**Error statistics of p-block ionisation energies from LDA to MP2 and Hartree-Fock**

The table holds mean, mean absolute and largest errors of the first ionisation energies of nine p-block atoms against measured values, from unrestricted spin-free X2C calculations in PySCF with x2c-QZVPPall plus diffuse functions. The program splits the mean errors into positive and negative parts, applies first-order spin-orbit shifts (computed for Ge, As and Se, rough recalled splittings for Kr, In and Xe), and fits one correlation energy per opposite-spin and one per same-spin valence pair to Ge, As and Se. The fit gives 0.180 and 0.094 eV and predicts a mean MP2 less HF difference of 0.68 eV against 0.67 eV in the table; a spin-blind pair energy matches this mean too but fits the three atoms worse. The spin-orbit shifts remove much of several largest errors and reverse the order of PBE and PBE0 on the three atoms. Interpolating from PBE to HF by the share of exact exchange gives PBE0 the wrong sign.

Errors (computed less measured) in the ionisation energies of Ge, As, Se, Br, Kr, In, Sn, I and Xe, from total-energy differences in PySCF 2.14.0. Unrestricted determinants, x2c-QZVPPall basis plus one diffuse function per l, spin-free one-electron X2C Hamiltonian, Gaussian nucleus. MP2 correlates the valence shell alone or also the next shell down (subvalence).

## Program and output

```python
# Table: error statistics (eV) of first ionisation energies of 9 p-block atoms against measured values;
# PySCF, unrestricted, spin-free X2C, x2c-QZVPPall+diffuse; LDA to PBE0, MP2 variants, HF; no spin-orbit.
# Tested: bias against scatter, first-order spin-orbit shifts, pair counting of the correlation HF lacks.
T = {
    'level': ['LDA', 'PBE', 'r2SCAN', 'PBE0', 'MP2 valence', 'SCS-MP2 valence', 'MP2 subvalence', 'SCS-MP2 subvalence', 'HF'],
    'rung': ['LDA', 'GGA', 'meta-GGA', 'global hybrid', 'wave function', 'wave function', 'wave function', 'wave function', 'Hartree-Fock'],
    'exx_short': [0, 0, 0, 25, None, None, None, None, 100],  # %
    'exx_long': [0, 0, 0, 25, None, None, None, None, 100],  # %
    'mse': [0.22, 0.0, 0.1, 0.03, -0.09, -0.12, 0.01, -0.06, -0.76],  # eV
    'mae': [0.23, 0.09, 0.13, 0.1, 0.2, 0.18, 0.19, 0.17, 0.76],  # eV
    'worst': [0.49, 0.2, 0.29, 0.26, -0.42, -0.38, 0.41, -0.36, -1.21],  # eV
    'where': ['Xe', 'Xe', 'As', 'Xe', 'Se', 'In', 'Xe', 'In', 'Se'],
    'high': [8, 4, 7, 5, 3, 2, 4, 4, 0],
}
import numpy as np
L = T['level']
mse = dict(zip(L, T['mse'])); mae = dict(zip(L, T['mae'])); wo = dict(zip(L, T['worst']))
npe = dict(Ge=2, As=3, Se=4, Br=5, Kr=6, In=1, Sn=2, I=5, Xe=6)  # p electrons of the atom
# further outputs of the same runs, eV, order Ge, As, Se; references from the caption
IE = {'LDA': [8.01095, 10.02363, 9.892915], 'PBE': [7.887253, 9.879256, 9.641732],
      'r2SCAN': [8.043632, 10.08207, 9.676054], 'PBE0': [7.918746, 9.93857, 9.626164],
      'MP2 valence': [7.777033, 9.921187, 9.332838], 'SCS-MP2 valence': [7.699432, 9.769553, 9.417789],
      'MP2 subvalence': [7.869917, 10.02283, 9.395001], 'SCS-MP2 subvalence': [7.75844, 9.837806, 9.455908],
      'HF': [7.401567, 9.406904, 8.542559]}
IE = {k: np.array(v) for k, v in IE.items()}
ref = np.array([7.90, 9.79, 9.75]); so3 = np.array([-0.02867, -0.19142, 0.11235])
# rough recalled 2P splittings (eV): In 0.27, Kr+ 0.67, Xe+ 1.3; interval rule gives the shift
so = dict(Ge=so3[0], As=so3[1], Se=so3[2], In=0.27*2/3, Kr=-0.67/3, Xe=-1.3/3)
def low(n):  # first-order energy of the lowest level of p^n in units of zeta
    if n in (0, 3, 6): return 0.0
    S = min(n, 6-n)/2; J = abs(1-S) if n < 3 else 1+S
    return (1 if n < 3 else -1)/(4*S)*(J*(J+1)-2-S*(S+1))
f = lambda a, d=2: ' '.join(f'{x:+.{d}f}' for x in a)
print('Spin-orbit shift of IE / zeta (equal zeta), p1..p6:', f([low(n-1)-low(n) for n in range(1, 7)], 1))
print('Shifts, eV (In, Kr, Xe rough):', ', '.join(f'{k} {v:+.2f}' for k, v in so.items()))
ms = sum(so.values())/9
print(f'Their sum over 9 cases: {ms:+.2f} eV on each mean (rough; Br, Sn, I not estimated)')
print('level | mse mae | positive, negative part | |mse|/mae | mse+shift | largest, with shift (eV; rounding 0.005)')
for k, w in zip(L, T['where']):
    print(f'{k:19s}| {mse[k]:+.2f} {mae[k]:.2f} | {(mae[k]+mse[k])/2:.3f} {(mae[k]-mse[k])/2:.3f} | '
          f'{abs(mse[k])/mae[k]:.2f} | {mse[k]+ms:+.2f} | {w} {wo[k]:+.2f} {wo[k]+so[w]:+.2f}')
print('level | errors Ge As Se, mae | the same with spin-orbit shift (eV)')
for k in L:
    e = IE[k]-ref; c = e+so3
    print(f'{k:19s}| {f(e)}  {abs(e).mean():.2f} | {f(c)}  {abs(c).mean():.2f}')
split = lambda a, b: ((b-a/3)/(1.2-1/3), (1.2*a-b)/(1.2-1/3))  # opposite-spin, same-spin parts
pairs = lambda n: (1, n) if n <= 3 else (4, n-3)
P = {k: np.array(pairs(n), float) for k, n in npe.items()}
no, ns = np.array([P[k] for k in ('Ge', 'As', 'Se')]).T; mo, mss = np.mean(list(P.values()), axis=0)
a = IE['MP2 valence']-IE['HF']; b = IE['SCS-MP2 valence']-IE['HF']; OS, SS = split(a, b)
eo = OS@no/(no@no); es = SS@ns/(ns@ns); e1 = a@(no+ns)/((no+ns)@(no+ns))
print('Valence MP2-HF, Ge As Se (eV):', f(a, 3), '| opposite', f(OS, 3), '| same', f(SS, 3))
print('Pairs lost: opposite', no.astype(int), 'same', ns.astype(int), f'| nine-case means {mo:.2f}, {mss:.2f}')
print('Energy per pair (eV): opposite', f(OS/no, 3), '| same', f(SS/ns, 3))
print(f'Fitted per pair (eV): opposite {eo:.3f}, same {es:.3f}; spin-blind {e1:.3f}')
print('Residual of MP2-HF (eV): two kinds', f(eo*no+es*ns-a, 3), '| spin-blind', f(e1*(no+ns)-a, 3))
A = mse['MP2 valence']-mse['HF']; B = mse['SCS-MP2 valence']-mse['HF']; To, Ts = split(A, B)
pa = eo*mo+es*mss; pb = 1.2*eo*mo+es*mss/3
print(f'Mean MP2-HF: table {A:.2f}, two kinds {pa:.3f}, spin-blind {e1*(mo+mss):.3f} eV (rounding 0.01)')
print(f'Mean SCS-HF: table {B:.2f}, two kinds {pb:.3f} eV; SCS-MP2: table {B-A:+.2f}, model {pb-pa:+.3f}')
print(f'Table split: opposite {To:.3f} (+-0.012), same {Ts:.3f} (+-0.014); per pair {To/mo:.3f}, {Ts/mss:.3f} eV')
print('SCS-MP2 valence shift, runs Ge As Se (eV):', f(b-a, 3))
print('  model:', ', '.join(f'{k} {0.2*eo*p[0]-2/3*es*p[1]:+.3f}' for k, p in P.items()))
print('Model MP2-HF (eV):', ', '.join(f'{k} {eo*p[0]+es*p[1]:.2f}' for k, p in P.items()))
c1 = IE['MP2 subvalence']-IE['MP2 valence']; c2 = IE['SCS-MP2 subvalence']-IE['SCS-MP2 valence']
dA = mse['MP2 subvalence']-mse['MP2 valence']; dB = mse['SCS-MP2 subvalence']-mse['SCS-MP2 valence']
print('Subvalence-valence (eV): MP2', f(c1, 3), f'table {dA:+.2f} | SCS', f(c2, 3), f'table {dB:+.2f}')
print(f"HF bias recovered by MP2: valence {-100*A/mse['HF']:.0f} %, subvalence {-100*(A+dA)/mse['HF']:.0f} %")
for k in ('LDA', 'r2SCAN', 'PBE0'):
    xe = f", Xe {wo[k]-wo['PBE']:+.2f}" if T['where'][L.index(k)] == 'Xe' else ''
    print(f'{k}-PBE (eV): Ge As Se', f(IE[k]-IE['PBE'], 3), f"| table mean {mse[k]-mse['PBE']:+.2f}{xe}")
x = T['exx_short'][L.index('PBE0')]/100; d = mse['PBE0']-mse['PBE']
print(f"PBE0 mse from PBE-to-HF interpolation {mse['PBE']+x*(mse['HF']-mse['PBE']):+.2f}, table {mse['PBE0']:+.2f} eV")
print(f"First order: exact less PBE exchange {d/x:+.2f}, PBE correlation {mse['PBE']+d/x-mse['HF']:.2f} eV (+-0.05)")
assert T['high'][L.index('HF')] == 0 and max(mse, key=mse.get) == 'LDA'
assert d > 0 and abs(pa-A) < 0.03 and abs(pb-B) < 0.03
assert abs(IE['HF'][2]-ref[2]-wo['HF']) < 0.011 and abs(IE['r2SCAN'][1]-ref[1]-wo['r2SCAN']) < 0.011
```

Printed output:

```
Spin-orbit shift of IE / zeta (equal zeta), p1..p6: +1.0 +0.0 -1.0 +0.5 +0.0 -0.5
Shifts, eV (In, Kr, Xe rough): Ge -0.03, As -0.19, Se +0.11, In +0.18, Kr -0.22, Xe -0.43
Their sum over 9 cases: -0.06 eV on each mean (rough; Br, Sn, I not estimated)
level | mse mae | positive, negative part | |mse|/mae | mse+shift | largest, with shift (eV; rounding 0.005)
LDA                | +0.22 0.23 | 0.225 0.005 | 0.96 | +0.16 | Xe +0.49 +0.06
PBE                | +0.00 0.09 | 0.045 0.045 | 0.00 | -0.06 | Xe +0.20 -0.23
r2SCAN             | +0.10 0.13 | 0.115 0.015 | 0.77 | +0.04 | As +0.29 +0.10
PBE0               | +0.03 0.10 | 0.065 0.035 | 0.30 | -0.03 | Xe +0.26 -0.17
MP2 valence        | -0.09 0.20 | 0.055 0.145 | 0.45 | -0.15 | Se -0.42 -0.31
SCS-MP2 valence    | -0.12 0.18 | 0.030 0.150 | 0.67 | -0.18 | In -0.38 -0.20
MP2 subvalence     | +0.01 0.19 | 0.100 0.090 | 0.05 | -0.05 | Xe +0.41 -0.02
SCS-MP2 subvalence | -0.06 0.17 | 0.055 0.115 | 0.35 | -0.12 | In -0.36 -0.18
HF                 | -0.76 0.76 | 0.000 0.760 | 1.00 | -0.82 | Se -1.21 -1.10
level | errors Ge As Se, mae | the same with spin-orbit shift (eV)
LDA                | +0.11 +0.23 +0.14  0.16 | +0.08 +0.04 +0.26  0.13
PBE                | -0.01 +0.09 -0.11  0.07 | -0.04 -0.10 +0.00  0.05
r2SCAN             | +0.14 +0.29 -0.07  0.17 | +0.11 +0.10 +0.04  0.08
PBE0               | +0.02 +0.15 -0.12  0.10 | -0.01 -0.04 -0.01  0.02
MP2 valence        | -0.12 +0.13 -0.42  0.22 | -0.15 -0.06 -0.30  0.17
SCS-MP2 valence    | -0.20 -0.02 -0.33  0.18 | -0.23 -0.21 -0.22  0.22
MP2 subvalence     | -0.03 +0.23 -0.35  0.21 | -0.06 +0.04 -0.24  0.11
SCS-MP2 subvalence | -0.14 +0.05 -0.29  0.16 | -0.17 -0.14 -0.18  0.17
HF                 | -0.50 -0.38 -1.21  0.70 | -0.53 -0.57 -1.10  0.73
Valence MP2-HF, Ge As Se (eV): +0.375 +0.514 +0.790 | opposite +0.199 +0.221 +0.706 | same +0.176 +0.294 +0.084
Pairs lost: opposite [1 1 4] same [2 3 1] | nine-case means 2.67, 2.11
Energy per pair (eV): opposite +0.199 +0.221 +0.176 | same +0.088 +0.098 +0.084
Fitted per pair (eV): opposite 0.180, same 0.094; spin-blind 0.143
Residual of MP2-HF (eV): two kinds -0.007 -0.052 +0.025 | spin-blind +0.053 +0.057 -0.077
Mean MP2-HF: table 0.67, two kinds 0.679, spin-blind 0.682 eV (rounding 0.01)
Mean SCS-HF: table 0.64, two kinds 0.643 eV; SCS-MP2: table -0.03, model -0.036
Table split: opposite 0.481 (+-0.012), same 0.189 (+-0.014); per pair 0.180, 0.090 eV
SCS-MP2 valence shift, runs Ge As Se (eV): -0.078 -0.152 +0.085
  model: Ge -0.089, As -0.152, Se +0.081, Br +0.019, Kr -0.044, In -0.027, Sn -0.089, I +0.019, Xe -0.044
Model MP2-HF (eV): Ge 0.37, As 0.46, Se 0.81, Br 0.91, Kr 1.00, In 0.27, Sn 0.37, I 0.91, Xe 1.00
Subvalence-valence (eV): MP2 +0.093 +0.102 +0.062 table +0.10 | SCS +0.059 +0.068 +0.038 table +0.06
HF bias recovered by MP2: valence 88 %, subvalence 101 %
LDA-PBE (eV): Ge As Se +0.124 +0.144 +0.251 | table mean +0.22, Xe +0.29
r2SCAN-PBE (eV): Ge As Se +0.156 +0.203 +0.034 | table mean +0.10
PBE0-PBE (eV): Ge As Se +0.031 +0.059 -0.016 | table mean +0.03, Xe +0.06
PBE0 mse from PBE-to-HF interpolation -0.19, table +0.03 eV
First order: exact less PBE exchange +0.12, PBE correlation 0.88 eV (+-0.05)
```
